Four of the molecules are H₂N–\*H–Br, with the marked atom \* running from B through Al and Ga to In. The fifth, H₂In–C≡CH, keeps In but changes what is bound to it. Below, $E$ is the electronic energy at the minimum and H(298) the enthalpy at room temperature. The frequencies, energies and entropies come from a hybrid density functional with harmonic vibrations.

Ansatz 0.2.0, PBE0-D4/def2-TZVP (def2 core potential on In), gas-phase minima of four bromo amides and H₂In–C≡CH; frames are SMILES with the marked atom as *. Unscaled harmonic vibrations, rigid rotor and ideal gas at 298.15 K and 1 bar. Electronegativities are Pauling's, masses are standard atomic weights, and IA, IB and IC are the principal moments of inertia.

```
formula     frame   *   Z  electronegativity  point group  mass (u)  symmetry number  IA IB IC (u^3 Å^6)  lowest mode (cm⁻¹)  highest mode (cm⁻¹)  zero-point energy (kJ/mol)  H(298) less E (kJ/mol)  entropy (J/(mol K))
 BBrH3N   H*(N)Br   B   5              2.040           Cs     107.7                1              196000               305.0               3715.0                       107.5                   120.2                279.8
AlBrH3N   H*(N)Br  Al  13              1.610           Cs     123.9                1             1200000               162.0               3701.9                        88.7                   104.3                305.6
BrGaH3N   H*(N)Br  Ga  31              1.810           Cs     166.7                1             2880000               142.5               3729.8                        87.1                   103.7                320.2
BrH3InN   H*(N)Br  In  49              1.780           C1     211.8                1             7040000               107.6               3699.7                        83.3                   100.8                332.9
 C2H3In  H*(H)C#C  In  49              1.780          C2v     141.9                2              143000               166.2               3457.5                        78.1                    94.2                296.9
```

### 1. The In amide takes up the most heat of the four amides. Why is its H(298) less E the smallest?

H(298) less E holds two things: the zero-point energy, which is there even at absolute zero, and the heat taken up on warming to 298 K. From B to In the heat rises by 4.8 kJ/mol, because softer vibrations are easier to excite. The zero-point energy falls by 24.2 kJ/mol over the same rows, and this loss decides the sum. A small H(298) less E therefore does not mean a small heat content.

### 2. Why does most of the fall in zero-point energy come between B and Al?

Each vibration contributes half a quantum, so stiff bonds between light atoms count most. Boron is small and binds all its neighbours tightly. The bond to nitrogen gains further from the nitrogen lone pair, which reaches into the empty p orbital of boron. In the computed structures the \*–N distance grows from 1.38 Å at B to 1.76 Å at Al, and the bonds from \* to H and Br lengthen by 0.3 to 0.4 Å as well. Longer bonds of this kind are usually softer, both to stretch and to bend. The drop of 18.8 kJ/mol is therefore expected to be shared by several vibrations, above all those that move the light H atoms; the greater mass of Al helps.

From Al to Ga the drop is only 1.6 kJ/mol, although the atom becomes about 2.6 times heavier. The filled 3d shell of Ga screens its nuclear charge poorly, so Ga stays nearly as small as Al, and its distance to N is 1.80 Å. Extra mass also matters less once \* is heavy, since the light neighbours then do most of the moving.

### 3. Where does the extra entropy of the heavier amides sit?

Entropy counts the quantum states within thermal reach. A heavier molecule has more closely spaced translational levels, a larger moment of inertia does the same for rotation, and softer bonds or heavier atoms do it for vibration. The first two parts follow from the mass, the shape and the symmetry number, and subtracting them from the total leaves the vibrational part. Of the rise of 53.1 J/(mol K) from B to In, translation supplies 8.4, rotation 14.9 and vibration 29.8.

The lowest mode falls from 305 to 108 1/cm, but this alone yields only 8.0 J/(mol K). Most of the vibrational gain must come from the other modes. Watching a single soft vibration would miss the larger part of the effect.

### 4. What would change at 0.1 bar?

Each molecule would have ten times the volume, and its entropy would rise by $R\ln 10$, or 19.1 J/(mol K), where $R$ is the gas constant. The gain is the same in every row. Pressure thus shifts the whole entropy column and leaves the differences between elements as they are.

### 5. Could the mass of \* alone explain the rise in entropy?

Imagine that \* becomes heavier while the shape and the stiffness of every bond stay fixed. In classical mechanics the positions of the atoms then contribute the same entropy as before, and only the momenta of \* contribute more. The gain, summed over translation, rotation and vibration, is

$$\Delta S_{\text{mass}}=\tfrac{3}{2}R\,\ln\frac{m_2}{m_1},$$

where $m_1$ and $m_2$ are the masses of the lighter and the heavier atom.

Quantum mechanics makes this value a ceiling. A heavier atom can lower harmonic frequencies but never raise them. A quantum vibration also gains less entropy than a classical one when its frequency falls, because part of it is frozen at room temperature.

For B to In, the boron atom weighs 10.8 u and the molecular mass grows by 211.8 − 107.7 = 104.1 u. The ratio is therefore (10.8 + 104.1)/10.8 = 10.6, and

$$\Delta S_{\text{mass}}\le \tfrac{3}{2}R\,\ln\frac{10.8+104.1}{10.8}\approx 29.5\ \text{J/(mol K)}.$$

The computed rise is 53.1 J/(mol K), so at least 23.6 must come from changes in shape and stiffness. Mass alone fails as an explanation.

The single steps show where it fails most clearly. From B to Al the rise exceeds the ceiling by 14.4 J/(mol K), from Al to Ga by only 2.8. This matches the bond lengths, which jump at the first step and barely move at the second. Each excess is a minimum, since the true effect of mass lies below the ceiling. The output after this text gives the split and the ceiling, which uses no adjusted constant, for each step.

### 6. What happens if In stays and its neighbours change?

H₂In–C≡CH has 36.0 J/(mol K) less entropy than the In amide, and 22.0 of this is rotation. Its In and C atoms lie on one line, so only two hydrogens circle that axis and the moment of inertia about it is tiny. The other two moments are smaller as well, because the heavy Br atom is gone. The molecule also looks the same after half a turn. This symmetry number of 2 removes $R\ln 2$, or 5.8 J/(mol K), which is part of the rotational loss. However heavy an atom is, it adds nothing to the moment of inertia about an axis that passes through it.

### 7. Which digits can be trusted?

Harmonic frequencies tend to be a few per cent too high. Lowering all of them by three per cent would take 2.7 kJ/mol from the zero-point energy of the Al amide, but would change its difference from the Ga amide by only about 0.05. Differences are thus safer than single values as long as the error is common to both molecules. The large step from B to Al is secure in this sense, whereas the 1.6 kJ/mol between Al and Ga might not survive a modest uneven error.

For entropy the weakest point is the In amide. Its nitrogen is slightly pyramidal, while it is flat in the other three amides, so the molecule has a mirror-image second well that the harmonic treatment ignores. Two fully separate wells would add 5.8 J/(mol K), nearly half of the computed step of 12.7 from Ga to In; with a low barrier the harmonic value itself becomes doubtful. The direction of the trend from B to Ga is untouched by this, but the size of the last step should be read as rough. In every amide the twist about the \*–N bond is also treated as a harmonic vibration, which can misjudge the entropy where that motion is soft.

Numerical output:

```
Parts of the entropy in J/(mol K), vibrational heat in kJ/mol, distance in Å:
      row  translation  rotation  vibration  lowest mode alone  vibrational heat  distance * to N or C
   BBrH3N        167.2     99.18       13.4              5.813             2.784                  1.38
  AlBrH3N          169     106.7      29.92              10.57             5.684                  1.76
  BrGaH3N        172.7     110.4      37.18              11.59             6.684                   1.8
  BrH3InN        175.6     114.1      43.18              13.86             7.584                     2
   C2H3In        170.7     92.11      34.14              10.37             6.184                  2.09
Each row less the row above (last row changes the frame and not the element):
      row  entropy  translation  rotation  vibration  at most from mass of *  beyond that  zero-point energy
  AlBrH3N     25.8        1.748     7.533      16.52                   11.41        14.39              -18.8
  BrGaH3N     14.6        3.701      3.64       7.26                   11.84        2.759               -1.6
  BrH3InN     12.7        2.986     3.716      5.998                   6.222        6.478               -3.8
   C2H3In      -36       -4.995    -21.96     -9.043                       0          -36               -5.2
Entropy, In less B, amino frame [J/(mol K)]: 53.1
Translation, In less B [J/(mol K)]: 8.435
Rotation, In less B [J/(mol K)]: 14.89
Vibration, In less B [J/(mol K)]: 29.78
Vibration as share of the entropy rise from B to In [%]: 56.08
Lowest mode alone, In less B [J/(mol K)]: 8.044
Most that the mass of * can add from B to In [J/(mol K)]: 29.47
Least that shape and force constants must add from B to In [J/(mol K)]: 23.63
Zero-point energy, In less B [kJ/mol]: -24.2
Heat content H(298) less E less zero-point energy, In less B [kJ/mol]: 4.8
H(298) less E, In less B [kJ/mol]: -19.4
R ln 2, for symmetry number 2 or for two separate wells [J/(mol K)]: 5.763
Rotation, C2H3In less BrH3InN, with symmetry number 1 in both [J/(mol K)]: -16.2
Entropy gained by every row at 0.1 bar in place of 1 bar [J/(mol K)]: 19.14
Entropy gained by BrH3InN if its lowest mode were 10 % lower [J/(mol K)]: 0.8585
Three per cent of the zero-point energy of AlBrH3N [kJ/mol]: 2.661
Three per cent of the zero-point step from Al to Ga [kJ/mol]: -0.048
```
